The Breit interaction between two electrons gives the correct $\alpha^2$ energies when it is used once, as an expectation value over positive-energy states. Used twice without restriction, it gives a second term of the same order that nature does not have. This guide derives that term and sizes it in the $1s2p\,{}^3P$ levels of Li$^+$. At each **Predict**, commit to an answer before reading on.

## 1. Premises and conventions

Hartree atomic units are used, $\hbar=m=e=4\pi\epsilon_0=1$ and $c=1/\alpha$, so $mc^2=c^2$. One $\alpha^2E_h$ equals 11.687 cm$^{-1}$. The nucleus is a fixed point charge $Z$ without spin, and $Z\alpha\ll1$.

**P1.** Each electron has $h=c\,\boldsymbol\alpha\cdot\mathbf p+\beta c^2-Z/r_i$, with $\boldsymbol\alpha=\rho_1\boldsymbol\sigma$ and $\beta=\rho_3$. The Pauli matrices $\rho$ act on the large/small index, so $\rho_1$ swaps large and small components. $\Lambda_\pm$ project on the positive- and negative-energy eigenstates of $h$.

**P2.** With $r=|\mathbf r_1-\mathbf r_2|$ and $\mathbf n=(\mathbf r_1-\mathbf r_2)/r$, the electrons interact through $1/r$ and the operator of Breit (1929),
$$B=-\frac1{2r}\left[\boldsymbol\alpha_1\cdot\boldsymbol\alpha_2+(\boldsymbol\alpha_1\cdot\mathbf n)(\boldsymbol\alpha_2\cdot\mathbf n)\right].$$
It describes one transverse photon in the limit where the energy $\omega$ handed over at a vertex is small against the photon energy $ck$.

**P3** (the premise under test). $h_1+h_2+1/r+B$ acts on all antisymmetric 16-component functions, and second-order perturbation theory in $B$ sums over the $++$, $+-$ and $--$ products of one-electron states alike.

## 2. Counting orders

**Predict.** The matrices $\boldsymbol\alpha$ have entries of order one, yet $\langle B\rangle$ is of order $\alpha^2$. Where does the smallness come from, and does it survive in $B\Psi$?

For a free electron $\Lambda_\pm=\tfrac12[1\pm(c\,\boldsymbol\alpha\cdot\mathbf p+\beta c^2)/E_p]$. Expanding in $p/c$,
$$\Lambda_\pm=\beta_\pm\pm\frac{\boldsymbol\alpha\cdot\mathbf p}{2c}+O(p^2/c^2),\qquad \beta_\pm=\tfrac12(1\pm\beta).$$
The nuclear field alters this only beyond the terms shown, and bound momenta are $p\sim Z$. Since $\beta$ anticommutes with $\boldsymbol\alpha$, $\beta_+\boldsymbol\alpha\beta_+=0$ while $\beta_-\boldsymbol\alpha\beta_+=\boldsymbol\alpha\beta_+$. A vertex that keeps its electron at positive energy therefore costs a factor $p/c\sim Z\alpha$, and a vertex that sends it to negative energy costs nothing. The smallness of $\langle B\rangle$ belongs to the projection, and $B\Psi$ is of order $1/r\sim Z$.

Let the reference state have $E_0=2c^2+O(Z^2)$. For intermediate states with atomic momenta:

| intermediate states | amplitude | $E_0-E_n$ | second-order energy |
|---|---|---|---|
| $++$ | $\alpha^2Z^3$ | $O(Z^2)$ | $\alpha^4Z^4$ |
| $+-$ | $\alpha Z^2$ | $2c^2$ | $\alpha^4Z^4$ |
| $--$ | $Z$ | $4c^2$ | $\alpha^2Z^2$ |

The largest denominator belongs to the largest contribution. The Coulomb repulsion is harmless here. It is even in $\rho$, so it reaches a $--$ state only with two factors $p/c$, and its cross term with $B$ is again $\alpha^4Z^4$.

## 3. The sum over doubly negative states

**Predict.** Second-order shifts of a ground state are usually negative. What is the sign here?

A $--$ state has $E_n=-2c^2-\epsilon_n$, where $\epsilon_n$ is of the size of a kinetic energy. It lies below the reference, so $E_0-E_n>0$ and the shift is upward:
$$\Delta E=\sum_{n\in--}\frac{|\langle n|B|\Psi\rangle|^2}{4c^2+\epsilon_n+O(Z^2)}\simeq\frac{\langle\Psi|B\,\Lambda_{-}^{(1)}\Lambda_{-}^{(2)}B|\Psi\rangle}{4c^2}.$$
Three steps finish the reduction. The denominator was replaced by $4c^2$, which allows closure. Next, $\Lambda_-\to\beta_-$, and $\Psi$ becomes its large-large component, the Schrödinger function $\psi$ with its two-electron spin state. Last, $B$ is odd in both electrons and maps the large-large block wholly into the small-small block, so $\beta_-^{(1)}\beta_-^{(2)}$ acts as the identity on $B\psi$. Writing $B=-\rho_1^{(1)}\rho_1^{(2)}M/2r$ and using $\rho_1^2=1$,
$$\Delta E=\frac{\langle B^2\rangle}{4mc^2}=\frac{\alpha^2}{16}\left\langle\frac{M^2}{r^2}\right\rangle,\qquad M=\boldsymbol\sigma_1\cdot\boldsymbol\sigma_2+(\boldsymbol\sigma_1\cdot\mathbf n)(\boldsymbol\sigma_2\cdot\mathbf n).$$

A solvable case confirms sign and factor. Freeze the electrons at distance $r$ and drop all momenta, so $H=c^2(\beta_1+\beta_2)+B$. For an eigenvalue $\mu$ of $M$ the large-large and small-small components form a $2\times2$ block with diagonal $\pm2c^2$ and off-diagonal $-\mu/2r$. Its upper root is $\sqrt{4c^4+\mu^2/4r^2}=2c^2+\mu^2/(16c^2r^2)+\dots$ A diagonalisation that keeps the $--$ space thus contains the term, just as perturbation theory does.

## 4. Spin algebra

**Predict.** Quantise the total spin $\mathbf S=\tfrac12(\boldsymbol\sigma_1+\boldsymbol\sigma_2)$ along $\mathbf n$. What are the four eigenvalues of $M$?

The product $\boldsymbol\sigma_1\cdot\boldsymbol\sigma_2=2S^2-3$ is $-3$ for the singlet and $+1$ for the triplet. From $(\mathbf S\cdot\mathbf n)^2=\tfrac12[1+(\boldsymbol\sigma_1\cdot\mathbf n)(\boldsymbol\sigma_2\cdot\mathbf n)]$ the second product is $+1$ for projection $\pm1$ and $-1$ for projection 0. Hence $\mu=-4$ (singlet), $2,2$ (triplet, projection $\pm1$) and $0$ (triplet, projection 0). With the singlet projector $P_s=\tfrac14(1-\boldsymbol\sigma_1\cdot\boldsymbol\sigma_2)$,
$$M^2=16P_s+4(\mathbf S\cdot\mathbf n)^2=6-4\,\boldsymbol\sigma_1\cdot\boldsymbol\sigma_2+2(\boldsymbol\sigma_1\cdot\mathbf n)(\boldsymbol\sigma_2\cdot\mathbf n).$$
The extra term is therefore the effective operator
$$W=\frac{\alpha^2}{r^2}\left[P_s+\tfrac14(\mathbf S\cdot\mathbf n)^2\right],$$
which commutes with $S^2$ and gives $\Delta E=\alpha^2\langle r_{12}^{-2}\rangle$ for a singlet.

**Predict.** Would the Gaunt operator $-\boldsymbol\alpha_1\cdot\boldsymbol\alpha_2/r$ split a triplet in the same way?

No. The same steps give $\alpha^2(\boldsymbol\sigma_1\cdot\boldsymbol\sigma_2)^2/4r^2$, with factor $9/4$ for the singlet and $1/4$ for every triplet state. The false shift is there, but its anisotropy comes from the second term of $B$.

## 5. The hydrogenic $1s^2$ singlet

With $\tilde f(\mathbf k)=\int f\,e^{-i\mathbf k\cdot\mathbf r}d^3r$, an even kernel $K(\mathbf r_1-\mathbf r_2)$ between real densities gives $\int d^3k\,(2\pi)^{-3}\tilde K\,\tilde\rho_a\tilde\rho_b^{\,*}$. Two transforms are needed: $r^{-2}\to4\pi\int_0^\infty j_0(kr)\,dr=2\pi^2/k$, and $e^{-\lambda r}\to8\pi\lambda/(\lambda^2+k^2)^2$. The density $Z^3e^{-2Zr}/\pi$ becomes $16Z^4/(4Z^2+k^2)^2$. For spherical factors $d^3k/(2\pi)^3=k^2dk/2\pi^2$, so with $x=k^2$
$$\langle r_{12}^{-2}\rangle=\frac12\int_0^\infty\frac{256Z^8\,dx}{(4Z^2+x)^4}=\frac{128Z^8}{3(4Z^2)^3}=\frac23Z^2 .$$
Thus $\Delta E=\tfrac23\alpha^2Z^2$, the leading term of a $1/Z$ expansion. The Breit–Pauli two-electron terms scale as $\alpha^2Z^3$, so $W$ is smaller by one power of $Z$ and by no power of $\alpha$.

## 6. Why the term is false

**Predict.** Real negative-energy states are filled. Does the exclusion principle alone remove $W$?

It only reverses the sign. With the sea filled, $B$ lifts two sea electrons into empty positive states $p,q$ at a cost $4c^2$, lowering the vacuum by $\sum|\langle pq|B|ab\rangle|^2/4c^2$. Two bound electrons block some $p,q$. The sum over unblocked pairs equals all pairs, minus those with one index blocked, plus those with both blocked. The first two pieces are vacuum and one-electron terms. The last is the two-electron term, and it equals $-\langle B^2\rangle/4c^2$.

The fault lies in P2. A $+\to-$ vertex hands over $\omega\simeq2c^2$, while a photon spanning the atom has $ck\sim cZ\ll2c^2$. The limit behind $B$ is reversed, so $B$ has no valid matrix element into these states. The photons must be kept explicitly.

The coupling of an electron to the transverse field is $\boldsymbol\alpha\cdot\mathbf A$. In second order through negative-energy states it gives $(\boldsymbol\sigma\cdot\mathbf A)^2/2c^2=\mathbf A^2/2c^2$, because the components of $\mathbf A$ at one time commute. The blocking argument gives the same sign here, since only one index is blocked. The spin has dropped out. The process that replaces $W$ is the emission of two photons by $V_1=\mathbf A^2(\mathbf r_1)/2c^2$ and their absorption by $V_2$, or the reverse. Each mode has amplitude $\sqrt{2\pi c^2/\omega}$ with $\omega=ck$, the denominator is $c(k_1+k_2)$, and $1/(k_1+k_2)=\int_0^\infty e^{-\tau(k_1+k_2)}d\tau$. Two directions and two contractions give
$$U(r)=-2\cdot2\cdot\frac{c^2}{4c^4}\cdot\frac1c\int_0^\infty D_{ij}D_{ij}\,d\tau,\qquad D_{ij}=\int\frac{d^3k}{(2\pi)^3}\frac{2\pi}{k}\left(\delta_{ij}-\hat k_i\hat k_j\right)e^{i\mathbf k\cdot\mathbf r-k\tau}.$$
Set $r=1$ and restore $r^{-3}$ by scaling. The trace is $2g/\pi$ with $g=1/(1+\tau^2)$. The component along $\mathbf n$ is $(2/\pi)\int_0^\infty j_1(k)e^{-k\tau}dk=2u/\pi$ with $u=1-\tau\arctan(1/\tau)$, and each transverse component is then $(g-u)/\pi$. So $\pi^2D_{ij}D_{ij}=6u^2-4gu+2g^2$. The integrals are $\int u^2d\tau=\tfrac\pi3(1-\ln2)$, $\int gu\,d\tau=\tfrac\pi2(1-\ln2)$ and $\int g^2d\tau=\tfrac\pi4$. The first two cancel, and
$$U(r)=-\frac{\alpha^3}{2\pi r^3},\qquad r\gg1/c .$$
The physical term is one order higher, attractive and free of spin. Nothing of order $\alpha^2/r^2$ remains.

## 7. What projectors do

The no-pair Hamiltonian (Sucher, 1980) encloses the interaction in $\Lambda_{++}=\Lambda_+^{(1)}\Lambda_+^{(2)}$. Only the first row of the table survives. This also removes the $+-$ states of high momentum that are degenerate with the bound state, the defect found by Brown and Ravenhall (1951). The first-order value $\langle B\rangle$ is untouched.

**Predict.** The table says $\alpha^4$. It assumed atomic momenta. Can large relative momenta $q$ spoil it?

For $q\ll c$ the projected operator behaves as $\alpha^2/r^3$ or $\alpha^2\delta(\mathbf r)$. If $\psi$ is finite at $r=0$, as in a singlet, the transform of $B\psi$ tends to a constant of order $\alpha^2$, and the sum $\alpha^4\int q^2dq/q^2$ grows linearly up to $q\sim c$. This leaves a contact term of order $\alpha^3\langle\delta(\mathbf r)\rangle$. In a triplet $\psi\propto r$, the transform falls as $1/q$, the integral $\int dq/q^2$ converges, and the order is $\alpha^4$. In both cases the projected iteration starts beyond $\alpha^2$.

## 8. Dependence on $J$ in a $^3P$ term

Take Cartesian spin-1 states $|s\rangle$, for which $(S_i)_{st}=-i\epsilon_{ist}$ and so $[(\mathbf S\cdot\mathbf n)^2]_{st}=\delta_{st}-n_sn_t$. With $N_{st}=n_sn_t-\tfrac13\delta_{st}$,
$$W_{st}=\frac{\alpha^2}{4r^2}\left(\tfrac23\delta_{st}-N_{st}\right).$$
The physical spin–spin operator is $\alpha^2[\mathbf s_1\cdot\mathbf s_2-3(\mathbf s_1\cdot\mathbf n)(\mathbf s_2\cdot\mathbf n)]/r^3$ for $g=2$, and its contact part vanishes in a triplet. There the bracket is $1-\tfrac32(\mathbf S\cdot\mathbf n)^2$, so $H^{ss}_{st}=\tfrac32\alpha^2N_{st}/r^3$. The two operators carry the same tensor with opposite signs.

For spatial $P$ functions $\psi_a$ ($a=x,y,z$), isotropy and symmetry in $s,t$ force $\langle\psi_a|fN_{st}|\psi_b\rangle=A\,\delta_{ab}\delta_{st}+C(\delta_{as}\delta_{bt}+\delta_{at}\delta_{bs})$. Zero trace in $s,t$ gives $3A+2C=0$. Defining $q=\langle\psi_z|fN_{zz}|\psi_z\rangle=A+2C$ gives $C=3q/4$ and $A=-q/2$.

**Predict.** A level is $\sum c_{as}\psi_a|s\rangle$. Which $3\times3$ matrices $c$ belong to $J=0,1,2$?

They are the unit, the antisymmetric and the symmetric traceless matrices. For normalised $c$ the expectation value is $A+C(|\mathrm{tr}\,c|^2\pm1)$, the sign following the symmetry of $c$, with $|\mathrm{tr}\,c|^2=3$ for $J=0$. This equals $g_Jq$ with $g_0=\tfrac52$, $g_1=-\tfrac54$, $g_2=\tfrac14$. With $I=\langle r^{-2}\rangle$, and $Q_2,Q_3$ the values of $q$ for $f=r^{-2},r^{-3}$,
$$W_J=\alpha^2\left(\tfrac16I-\tfrac14g_JQ_2\right),\qquad E^{ss}_J=\tfrac32\alpha^2g_JQ_3 .$$
Spin–orbit and spin–other-orbit terms act within the term as $\zeta\,\mathbf L\cdot\mathbf S$, with values $-2\zeta,-\zeta,+\zeta$. The combination
$$\Xi=2E_0-3E_1+E_2$$
cancels them and any constant, while $2g_0-3g_1+g_2=9$. Hence $\Xi^{ss}=\tfrac{27}2\alpha^2Q_3$ and $\Xi^W=-\tfrac94\alpha^2Q_2$.

## 9. Range of validity

The result $\langle B^2\rangle/4mc^2$ is the leading term for $Z\alpha\ll1$. Closure needs $B\psi$ to consist of momenta below $c$. In a singlet $B\psi\propto1/r$, the weight is $\int dq/q^2$, and the region $q\gtrsim c$ changes the result by a relative $Z\alpha$. In a triplet the weight is $\int dq/q^4$ and the relative correction is $(Z\alpha)^2$, which is $4.8\times10^{-4}$ for $Z=3$. For heavy atoms the coupling persists but the closed form fails. Section 8 assumes $LS$ coupling. With more electrons $W$ appears for every pair. The term arises whenever $B$ is iterated in a space with $--$ states, and never in first order.

## 10. Illustration: Li$^+$ $1s2p\,{}^3P_J$

The model assumes screened hydrogenic orbitals, $u=\sqrt{27/\pi}\,e^{-3r}$ for charge 3 and $v=z\,e^{-r}/\sqrt\pi$ for charge 2, with $\psi_z=[u(1)v(2)-v(1)u(2)]/\sqrt2$. They are orthogonal, so an even kernel gives $\int d^3k(2\pi)^{-3}\tilde K\,[\tilde\rho_u\tilde\rho_v-|\tilde\chi|^2]$ with $\chi=uv$. A factor $z$ becomes $i\,\partial/\partial k_z$, and
$$\tilde\rho_u=\frac{1296}{(36+k^2)^2},\quad\tilde\rho_v=\frac{64}{(4+k^2)^3}-\frac{384k_z^2}{(4+k^2)^4},\quad|\tilde\chi|^2=\frac{442368\,k_z^2}{(16+k^2)^6}.$$
The rank-2 kernels transform with $4\pi i^2j_2(kr)$. From $\int_0^\infty j_2\,dx=\pi/4$ and $\int_0^\infty j_2\,dx/x=1/3$, and with $t=\hat k_z$, $N_{zz}/r^2\to-(\pi^2/k)(t^2-\tfrac13)$ and $N_{zz}/r^3\to-\tfrac{4\pi}3(t^2-\tfrac13)$. The angular averages are $\overline{t^2}=\tfrac13$ and $\overline{t^2(t^2-\tfrac13)}=\tfrac4{45}$.

**Predict.** Exchange keeps parallel-spin electrons apart. Does it lower both $I$ and $Q_2$?

It lowers $I$ and raises $Q_2$, because the tensor kernel is negative in $k$-space where $|\tilde\chi|^2$ peaks. With $x=k^2$ and partial fractions,
$$I=\frac12\int_0^\infty\!dx\left[\frac{1296}{(36+x)^2}\left(\frac{64}{(4+x)^3}-\frac{128x}{(4+x)^4}\right)-\frac{147456\,x}{(16+x)^6}\right]=\frac{81}{256}\left(\frac{20}9-\ln3\right)-\frac9{160},$$
$$Q_2=\frac1{45}\int_0^\infty\!x\,dx\left[\frac{497664}{(36+x)^2(4+x)^4}+\frac{442368}{(16+x)^6}\right]=\frac{27}{80}\left(\frac{7\ln3}{32}-\frac1{24}\right)+\frac3{400},$$
$$Q_3=\frac8{135\pi}\int_0^\infty\!k^4dk\,[\text{same bracket}]=\frac8{135\pi}\left(\frac{243\pi}{256}+\frac{81\pi}{512}\right)=\frac{21}{320}.$$
Numerically $I=0.35552-0.05625=0.29927$, $Q_2=0.06705+0.00750=0.07455$ and $Q_3=0.065625$. In cm$^{-1}$:

| $J$ | false shift $W_J$ | spin–spin $E^{ss}_J$ |
|---|---|---|
| 0 | 0.038 | 2.876 |
| 1 | 0.855 | $-1.438$ |
| 2 | 0.528 | 0.288 |

The three decimals record the arithmetic of the model. Fixed exponents omit correlation and the exchange contraction of the $2p$ orbital, so no more than two figures carry meaning.

Other neglected contributions to $\Xi$ are small. The anomalous moment scales $H^{ss}$ by $1+\alpha/\pi$, a change of 0.0023, and $U(r)$ does not split the term. Mixing with $^1P_1$ shifts $J=1$ by roughly $\zeta_p^2/2K$. Here $\zeta_p=\tfrac12\alpha^2Z\langle r^{-3}\rangle_{2p}=\tfrac12\alpha^2$, and the kernel $4\pi/k^2$ gives the exchange integral $K=63/4096$, so the shift is of order 0.005 cm$^{-1}$. Nuclear spin is the one omission that rivals $W$. For $^7$Li, with an approximate nuclear $g$ factor of 2.17 as input, the Fermi contact constant of the model $1s$ orbital is 0.50 cm$^{-1}$, so the levels discussed here are those with hyperfine structure removed.

The model gives $\Xi^{ss}=10.35$ cm$^{-1}$ and $\Xi^W=-1.96$ cm$^{-1}$, a ratio of $-0.19$. In this model the unprojected iteration would cancel about a fifth of the spin–spin part of the fine structure. Since $Q_2/Q_3$ falls as $1/Z$ at large $Z$, light ions show the defect most clearly.